Q: I have pushed the atoms of this nitride along one of its vibrations, step by step, with the cell held fixed. The energy climbs like that of a spring, which I can accept. But the pressure turns negative and the gap shrinks, and I can't see why one small motion should do all three.

Al3GaN4 (8-atom cell, P-43m, a = 4.407 Å, 10.70 Å³ an atom) with one vibrational mode frozen in at fixed cell. Computed with Ansatz 0.2.0: plane-wave DFT, PBEsol with PBE PAW datasets, scalar-relativistic, no spin polarisation, cutoff 420 eV, 6×6×6 k mesh, Gaussian smearing 0.05 eV. Energies are relative to the undisturbed cell; pressure is positive in compression.

```
amplitude (Å of the largest displacement)  energy change (meV a cell)  force along mode (eV/Å)  pressure (GPa)  gap on mesh (eV)
                                     -0.2                       524.6                    5.201           -0.48             3.126
                                     -0.1                       132.0                    2.634           -0.11             3.272
                                        0                         0.0                    0.000            0.03             3.321
                                    0.025                         8.3                   -0.661            0.02             3.318
                                     0.05                        33.1                   -1.321           -0.01             3.309
                                    0.075                        74.3                   -1.979           -0.05             3.294
                                    0.125                       206.0                   -3.285           -0.18             3.244
                                     0.15                       296.2                   -3.930           -0.27             3.210
                                    0.175                       402.5                   -4.569           -0.37             3.171
```

A: Begin with the motion itself. What do the atoms do when the amplitude grows?

Q: Two of the three aluminium atoms move along x, in opposite directions. The four nitrogen atoms move about half as far, and the gallium stays where it is. I suppose gallium is too heavy to follow.

A: Its mass has nothing to do with it. Among the symmetry operations that the distorted crystal keeps is a quarter turn about x combined with an inversion, and gallium sits on a point which that operation leaves in place. An atom on such a point can't move without breaking the symmetry of the pattern. The third aluminium atom is held in the same way.

Now look at the nitrogen atoms around the gallium. Each moves at right angles to its Ga–N bond, and all four go round the x axis in the same sense. The GaN₄ tetrahedron therefore turns almost as a rigid body, by about 3.5° at the largest amplitude.

Q: Why should the tetrahedron turn when it is the aluminium that moves?

A: Because the turn takes the nitrogen atoms out of the aluminium's way. In the undisturbed crystal the shortest Al–N distance is 1.895 Å, and at amplitude −0.2 Å it is 1.874 Å. Had the nitrogen atoms stood still, simple geometry gives 1.789 Å. The turn thus avoids about four fifths of the shortening in that row. At small amplitude the share is nearer seven tenths: at 0.025 Å the distance falls to 1.891 Å instead of 1.881 Å. The larger share at −0.2 Å owes something to the sideways part of the motion, which lengthens every bond a little, and for the same reason the bonds on the other side of the aluminium stretch by more than these shrink.

What remains is mostly a change of bond angles. Stretching or squeezing an Al–N bond costs much more energy than tilting it by a comparable distance, so a vibration in which the nitrogen atoms step aside is a fairly soft one. Symmetry allows a second vibration made of the same two motions, in which the tetrahedron turns the other way, into the aluminium's path; that one should be stiffer. For the vibration in the table, the distances show the geometry directly. That most of the energy goes into bending is an inference from them, since the calculation gives only the total.

Q: Then the energy. Bonds are harder to squeeze than to stretch, so I would have thought one direction of the motion should cost more than the other. Yet the curve looks symmetric.

A: Think of a bead held between two identical springs on a straight wire. Each spring may be much stiffer in compression than in extension. When the bead moves, one spring is squeezed and the other stretched, and moving it the other way only exchanges their roles. The energy of the pair is then the same for both directions, however lopsided each spring is.

Each moving aluminium atom is in that position: two of its Al–N bonds shorten while two lengthen. Half a turn of the whole crystal about y exchanges the two pairs and reverses the entire pattern of displacements. Here the analogy ends, because the bead is held by stretching alone, whereas the crystal also resists the bending of its angles.

Q: So the two rows with negative amplitude aren't a separate branch?

A: No, they continue the same curve. You can read −0.2 Å as +0.2 Å for the energy, the pressure and the gap; only the force changes sign. Since reversal leaves the energy unchanged, its expansion contains only even powers of the amplitude:

E = A x² + B x⁴

Here E is the energy change of the cell and x is the amplitude, that is, the displacement of the aluminium atoms that move. The first term is the ideal spring and the second is the leading departure from it.

Q: How good is the ideal spring?

A: Try it on two rows. At −0.1 Å the energy change is 132.0 meV. Doubling the amplitude should multiply it by four, which gives 528.0 meV, and the calculation gives 524.6 meV. The spring is slightly too stiff, by less than one per cent.

A least-squares fit of both terms to all nine energies gives A = 13.23 eV/Å² and B = −2.84 eV/Å⁴. The minus sign means that the well opens out a little at large amplitude. The forces took no part in the fit, and the slope of the fitted curve reproduces them to about 0.001 eV/Å. Because a force is the slope of the energy, this confirms that the curve is consistent and needs no further term over this range; it doesn't identify the cause of B.

Q: Which column should I watch if I want to see the softening by eye?

A: Divide the force along the mode by the amplitude and drop the sign. This force gathers the contributions of all moving atoms, so it isn't the force on one aluminium atom. The ratio falls from 26.4 eV/Å² at 0.025 Å to 26.0 eV/Å² at −0.2 Å. The relative loss is twice that in the energy, because differentiating x⁴ brings down a factor of four and differentiating x² only a factor of two.

Symmetry explains why the first departure is a fourth power, but it doesn't decide whether that term is positive or negative. Bonds and angles both contribute to it, and I wouldn't assign the minus sign to either from these numbers. The forces on single atoms do show where it acts: on a moving aluminium atom the force divided by the amplitude falls from 10.6 to 10.3 eV/Å² between those two rows, while on nitrogen it rises slightly.

Q: Are such amplitudes ever reached in a real crystal?

A: The curvature tells us. The moving mass is that of two aluminium atoms plus a smaller share from the nitrogen atoms, about 67 atomic mass units in all. With A it gives a vibration at 327 cm⁻¹, whose quantum is 40.6 meV. If one cell is treated as an oscillator of its own, the classical turning point of the lowest quantum state lies at only 0.039 Å.

The row at −0.2 Å lies about 13 quanta up the well. For ordinary vibration near room temperature the spring picture is therefore very good along this line. The scan moves the atoms along one pattern only, so it can't tell how this vibration exchanges energy with others.

Q: Now the pressure. I read a negative value as the cell wanting to shrink. Doesn't that mean the vibration becomes softer when the crystal is compressed?

A: The first statement is right, but the second doesn't follow. Ask how a stress is defined. The cell is enlarged slightly in thought, and every atom keeps its relative position in it. What happens to the displacement x?

Q: It grows with the cell.

A: And a larger displacement costs more energy, even if the spring constant hasn't changed at all. The cell can lower its energy by shrinking, because that also shrinks the distortion. This is the main source of the negative pressure.

To put it in symbols, let V be the cell volume and F the force along the mode. A length grows as the cube root of the volume, so dx/dV = x/(3V). Pressure is minus the change of energy with volume, and F is minus the change of energy with x. The scaling of the displacement therefore contributes

P(scaling) = x F/(3V)

The force always points back towards x = 0, so the product x F is negative in every displaced row.

Q: Let me try the row at −0.2 Å. The force is 5.201 eV/Å, and eight atoms at 10.70 Å³ each give a volume of 85.6 Å³.

P(scaling) = (−0.2 × 5.201)/(3 × 85.6) = −0.00405 eV/Å³

With 1 eV/Å³ equal to 160.2 GPa, that is −0.65 GPa. The table has −0.48 GPa.

A: Subtract the pressure of the undisturbed cell first. It is 0.03 GPa, a small remnant of the relaxation, and it is also why the printed pressure changes sign between 0.025 and 0.05 Å. Nothing happens to the crystal there. The true change at −0.2 Å is −0.51 GPa, so your estimate, which uses no fitted constant, is too negative by 0.14 GPa.

Q: Is that an error of the estimate?

A: It is the part you were asking about. The estimate assumed a spring constant that doesn't depend on volume. The positive remainder means that the spring becomes slightly stiffer when the crystal is compressed, the opposite of your first reading. The remainder is positive in every displaced row.

The usual measure is the Grüneisen parameter γ, the percentage by which the frequency rises when the volume falls by one per cent. For a spring, the remainder equals 2γE/V, which gives γ of 0.06 at small amplitude and 0.07 at −0.2 Å. This assumes that the nitrogen atoms keep their relative places when the cell is squeezed; a shift of theirs would change γ somewhat. Bond-stretching vibrations typically have values near one, while bending vibrations in tetrahedral crystals often have small or even negative ones. The small value thus fits the picture of a turning tetrahedron, though it can't establish that picture alone.

Q: As an engineer I would still conclude that exciting this vibration makes the material contract.

A: That would be a mistake, because the table holds the atoms still. In a real vibration they also move, and their motion pushes outwards just as the motion of gas molecules does. For a harmonic vibration the average kinetic and potential energies are equal, and the outward push then cancels the scaling term exactly. What survives is the part with γ, which here favours a very slight expansion.

There is a second trap. The pressure is an average over three directions. At −0.2 Å the stress along x changes by −1.82 GPa, while along y and z it changes by +0.15 GPa. Held at this displacement, the cell would like to shorten along the line on which the aluminium moves and to widen slightly across it. Most of the stress along x is again the scaling term, which the motion of the atoms cancels in a real vibration. With the scaling term removed direction by direction, about −0.29 GPa is left along x and +0.36 GPa along y and z, so the small γ is the net of larger parts of opposite sign. The cubic crystal also has equal vibrations along y and z, so heat excites all three alike and favours no direction.

Q: That leaves the gap. Does it fall for the same reason as the pressure?

A: It shares the symmetry but not the mechanism. Reversing the displacement can't change the gap, so a term proportional to x is ruled out. Reversal alone would still allow a term proportional to the size of x, regardless of sign, such as appears when a motion splits a group of band-edge states of equal energy already in first order. Without such a first-order splitting, the change starts with the square of x. How would you tell the two apart?

Q: By doubling the amplitude. A first-order splitting would double the drop, and a square law would make it four times as large. From −0.1 to −0.2 Å the drop grows from 0.049 to 0.195 eV, so it is the square law.

A: Yes, and symmetry leads one to expect it: a pattern that transforms like a rotation, as this one does, can't split a degenerate level at the zone centre in first order. Such a level may still split, but the splitting then grows as the square of x too.

The other rows follow the law to about 0.001 eV, and the misses have a pattern. From the unrounded gaps, the drop divided by x² slides from 4.85 eV/Å² at 0.025 Å to 4.83 at 0.075 Å, jumps to 4.90 at −0.1 Å and 4.92 at 0.125 Å, and slides again to 4.87 at −0.2 Å. That is what one expects if a second state, about 0.001 eV away in the undisturbed cell and moving a little faster, takes over as band edge near 0.075 Å; the outputs don't say which state it is.

As for the square itself, one likely cause is that the displacement mixes electronic states that were separate in the undisturbed crystal. The mixing grows in proportion to x, and the resulting energy shifts grow as its square. The part of the potential that itself changes as the square of x adds a shift of the same power. Mixing between the two band edges themselves would push them apart and widen the gap. If mixing is what narrows it, the edges must be pushed together by states deeper in the valence band or higher in the conduction band. Which states these are can't be read from the table.

For the size of the gap itself I would be more careful. PBEsol usually makes gaps too small, and the k mesh can miss the true band edges. The change with amplitude is the better guide, and at the turning point of the lowest quantum state it amounts to less than 0.01 eV.

Q: If I meet another crystal of this kind, where do I start?

A: Find out whether some symmetry operation reverses the displacement pattern. If none does, odd terms such as a cubic one may appear, and the two directions must be calculated separately. Then compare the changes in bond length with the distances the atoms move. If the bonds change little because the neighbours step aside, the bond angles probably carry most of the load. When you come to the pressure, subtract that of the undisturbed cell and then x F/(3V) before you interpret its sign.
